**Question: Why does tellurium flatten in the hcp structure when the other elements hardly do?**

I am comparing elements that were all relaxed as hcp crystals. The textbook axial ratio for stacked spheres is 1.633, and most of the rows come close to it. Tellurium ends at 1.130. Mercury and thallium also puzzle me: they are neighbours in the periodic table, yet one lies above the textbook value and the other below it. Is tellurium simply too large an atom for this structure, or does the electron count decide?

Elements relaxed in the hcp structure, calculated with Ansatz 0.2.0 using PBEsol and plane-wave PAW, scalar-relativistic and without spin polarisation. The plane-wave cutoff is 420 eV, with Fermi-Dirac smearing of width 0.1 eV. Volume and bulk modulus come from equation-of-state runs.

| element | Z | valence electrons | k mesh | c over a, PBEsol | volume per atom, PBEsol (Å³) | bulk modulus, PBEsol (GPa) |
| --- | --- | --- | --- | --- | --- | --- |
| Ag | 47 | 11 | 14×14×8 | 1.622 | 16.71 | 117 |
| Sb | 51 | 5 | 12×12×7 | 1.654 | 26.16 | 66.9 |
| Te | 52 | 6 | 11×11×8 | 1.130 | 29.31 | 59.2 |
| Hg | 80 | 12 | 19×19×10 | 1.676 | 23.63 | 30.7 |
| Tl | 81 | 3 | 17×17×10 | 1.595 | 28.57 | 36.5 |
| Pb | 82 | 4 | 12×12×6 | 1.640 | 29.80 | 47.7 |
| Bi | 83 | 5 | 12×12×6 | 1.640 | 29.98 | 60.8 |

**Answer**

Tellurium has kept the symmetry of hcp but given up its close packing. The label "hcp" fixes how the layers alternate; it leaves the ratio $c/a$ free, where $a$ is the distance between neighbours within a layer and $c$ is the height of two layers. Size is a poor explanation, because thallium and lead take up nearly the same volume per atom as tellurium and stay near the textbook ratio. The more likely cause is how full the outer p shell is.

**Why 1.633 is a natural resting place**

Each atom has six neighbours in its own layer at distance $a$. Six more, three above and three below, lie at the distance $d$ given by

$$d^2=\frac{a^2}{3}+\frac{c^2}{4}.$$

Setting $d=a$ makes all twelve contacts equal and gives $c/a=\sqrt{8/3}=1.633$.

Now stretch the cell slightly along $c$ at constant volume. For each per cent added to $c/a$, the six in-layer contacts shrink by a third of a per cent and the other six grow by the same amount. If the energy depends only on these distances, the gain and the loss cancel to first order. What remains is a cost that grows as the square of the distortion, so the ideal ratio sits at the bottom of a valley.

**Mercury and thallium: a small push inside the valley**

The conduction electrons also feel the directions in the crystal. Where an electron wave fits the spacing of a set of atomic planes, the lattice splits its energy into a lowered and a raised state. The crystal gains if the lowered state is filled and the raised one stays empty, and a change of $c/a$ can improve that match. Hexagonal symmetry does not forbid such a push, so the ratio slides until the cost of distortion balances it.

Which planes matter depends on how far the bands are filled, so one more electron can reverse the push. Mercury has two outer s and p electrons and thallium has three; the table's larger count for mercury includes its filled d shell. Their ratios are 1.676 and 1.595. Band filling is a plausible cause of such a reversal, though the calculation does not separate out this contribution.

A steady drift with electron count describes these shifts poorly. A straight line through the six close-packed rows, mercury and thallium included, has a slope indistinguishable from zero. When each row is predicted from the other five, the typical error in $c/a$ is 0.034, against 0.026 for simply assuming the ideal ratio.

The smallest departures deserve no explanation of their own. In the equation-of-state runs, the cells of mercury and lead show a slight stress difference between the axis and the layers. With a roughly guessed shear stiffness, relieving it would lower mercury's ratio by about 0.03 and raise lead's by about 0.01. Lead's departure from ideal is smaller than that, while the gap of 0.081 between mercury and thallium is clearly larger. The departures of silver and bismuth are no larger than these rough corrections, so they are insecure as well. Antimony's may be too: with its cell compressed to 96% of the volume, the stress within the layers exceeds that along the axis by 1.6 GPa, a push towards a flatter cell, though the compression itself may cause part of it. Spin-orbit coupling, which is left out, could also shift the ratios of thallium, lead and bismuth, and the PAW datasets were made for PBE, not for PBEsol.

**Tellurium: a different valley**

The neighbour distances follow from the table. The cell holds two atoms, so its volume is $2V=\frac{\sqrt3}{2}a^2c$, where $V$ is the volume per atom. For tellurium this gives

$$a=\left(\frac{4\times29.31}{\sqrt3\times1.130}\right)^{1/3}\text{Å}=3.91\ \text{Å},$$

$$d=3.91\ \text{Å}\times\sqrt{\frac13+\frac{1.130^2}{4}}=3.16\ \text{Å}.$$

The twelve equal contacts have become six short and six long ones. The short contacts join each atom to the layers above and below, and their ends form a trigonal prism. They are about 0.16 Å shorter than the shortest contacts in antimony, although tellurium takes up more volume per atom. Tellurium is thus the more openly packed of the two, yet its closest contacts are shorter.

Electron count offers a reason. Close packing is full of triangles of touching atoms. A triangle suits a few electrons, which share one bonding level spread over three atoms. Further electrons must enter antibonding levels, and one of these is lowered when the triangle opens. That is why H₃⁺ is a triangle, while H₃⁻, with two more electrons, prefers a line.

Tellurium has four p electrons, so its p shell is two-thirds full and the same argument favours opening the triangles. Flattening the cell does exactly this. The short contacts now run only between one layer and the next, so no three atoms are joined in a triangle of short contacts.

The p orbitals also favour contacts at right angles, because two such contacts can use different orbitals. The six contacts of a prism cannot all meet this way, but some pairs can. An upper short contact and the lower one directly beneath it meet at a right angle when $c^2=2d^2$, which gives $c/a=\sqrt{4/3}=1.155$. Two contacts on the same side do so when $a^2=2d^2$, which gives $c/a=\sqrt{2/3}=0.816$. Both conditions pull the ratio far below 1.633, and tellurium settles between them, close to the first. This geometry fits the direction of the change, though the calculation does not isolate the part played by the orbitals. The exact resting point depends on the full energy.

The straight line mentioned above, drawn without tellurium, would put it at 1.644. It fails because it was fitted only to rows in the close-packed valley, and tellurium does not rest there.

**What about antimony and bismuth?**

They have three p electrons, and their ordinary solids are open structures with three close neighbours, so they should feel a similar pull. Yet here they remain nearly close-packed. My guess is that a barrier holds them in the first valley, since a relaxation runs downhill from where it starts. Antimony's relaxation did find a resting place: it converged on an 11×11×6 k mesh, with no stress above 0.015 GPa. The uncompressed cell shows a pressure of 0.25 GPa only in the equation-of-state runs, because they use a different mesh, 12×12×7. The push towards a flatter cell noted above may likewise come from the change of mesh, or from the compression, so it is no sign that the relaxation stopped early. What remains untested is the barrier itself. Computing the energy at a series of fixed $c/a$ values would show whether a second, flatter valley exists and which one is deeper.

For any element forced into this symmetry, check the neighbour distances before treating the result as a close-packed metal. Tellurium's volume and bulk modulus here belong to the prism structure, not to ordinary tellurium, which is built of chains. The calculation also holds every crystal in the hcp symmetry, so the prism structure, like close-packed antimony and bismuth, may be unstable against distortions that break that symmetry. The output below lists the distances for each row.

Numerical output:

```
Shape of the hcp cell:
  row  outer s and p electrons  c/a less ideal  departure in %  six in-layer neighbours in Å  six out-of-layer neighbours in Å  sphere packing fraction
   Ag                        1        -0.01099         -0.6732                         2.876                             2.863                   0.7355
   Sb                        5         0.02101           1.286                         3.318                             3.346                   0.7311
   Te                        6          -0.503           -30.8                         3.913                             3.161                   0.5641
   Hg                        2         0.04301           2.634                         3.193                              3.25                   0.7215
   Tl                        3        -0.03799          -2.327                         3.458                             3.405                   0.7235
   Pb                        4        0.007007          0.4291                         3.475                             3.485                   0.7373
   Bi                        5        0.007007          0.4291                         3.482                             3.492                   0.7373
ideal c/a for twelve equal neighbours: 1.633
rms departure from ideal c/a, six close-packed rows: 0.02567
c/a of Hg less that of Tl: 0.081
c/a of Sb less that of Bi (equal electron count): 0.014
Te, long less short neighbour distance in Å: 0.752
Te, short contact less the shortest contact in Sb, in Å: -0.1572
Te, angle between upper and lower short contacts in degrees: 88.76
Te, angle between short contacts on one side in degrees: 76.48
c/a at which upper and lower contacts meet at 90 degrees: 1.155
c/a at which contacts on one side meet at 90 degrees: 0.8165
packing fraction of a simple cubic crystal: 0.5236
packing fraction of a close-packed crystal: 0.7405
Hg, rough change of c/a that would relieve the residual stress: -0.02616
Pb, rough change of c/a that would relieve the residual stress: 0.01431
fit of c_over_a_PBEsol on 6 rows (packed): constant 1.63 +/- 0.031, coefficient of nsp 0.002425 +/- 0.0084; rms 0.0249, worst Tl 0.042, leave-one-out rms 0.0343
  rows outside the fit (model, value, miss): Te 1.644, 1.13, 0.514
```
